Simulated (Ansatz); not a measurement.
# A series in volume scale on ScAu3

All results are calculated (Ansatz 0.2.0). Free energy against uniform scaling of the volume at fixed shape and fractions; periodic cell, basis, potentials, k mesh and filling as listed.

The cell before it is scaled or strained (space group Fm-3m, No. 225):
```
ScAu3
1.0
      0.0000     3.3255     3.3255
      3.3255     0.0000     3.3255
      3.3255     3.3255     0.0000
Sc Au
1 3
Direct
  0.00000 0.00000 0.00000
  0.25000 0.25000 0.25000
  0.75000 0.75000 0.75000
  0.50000 0.50000 0.50000
```

Settings of every row: functional PBEsol; dispersion D4; potentials PAW; wave cutoff 476.2 eV; density cutoff 1904.8 eV; k mesh 6x6x6; k shift 0x0x0; occupations cold; smearing width 0.05 eV; spin none.

Limits: coarse k mesh, up to 40 meV an atom off; minimum outside the range; no spin-orbit coupling, which can matter with elements this heavy; the cell comes from a prototype or a list of computed structures and needn't be the stable phase.

| row | volume scale | V (Å³/atom) | energy above lowest point (meV/atom) |
| --- | --- | --- | --- |
| 1 | 0.9406 | 17.296 | 0 |
| 2 | 0.9703 | 17.842 | ? |
| 3 | 1 | 18.388 | 29.8 |
| 4 | 1.0297 | 18.934 | 61.4 |
| 5 | 1.0594 | 19.481 | 102 |

Question: what energy above lowest point should row 2 give?

Worked fit of energy above lowest point. Take u = (V_r/V)^(2/3) − 1 with V_r = 18.661 Å³ an atom, which is twice the finite (Eulerian) strain; such expansions in the strain, on which the Birch-Murnaghan equation of state is built, carry the rest volume and the bulk modulus. The shown rows have u = 0.05194, 0.00987, -0.00964, -0.02826. Least squares give energy above lowest point = 44.38 − 1621.7 × u + 14772 × u² meV/atom; a straight line predicts inner rows, each left out in turn, worse (root mean square 14 against 0.031 meV/atom). All shown rows lie on it to the printed digit. The withheld row has u = 0.03037, so the fit gives 44.38 − 1621.7 × (0.03037) + 14772 × (0.03037)² = 8.8 meV/atom.

The calculation gave 8.6 meV/atom. The fit lies 0.2 meV/atom (2.3 % of the value, 0.2 % of the column's range) above it; its largest miss of a shown row is 0.0 meV/atom.
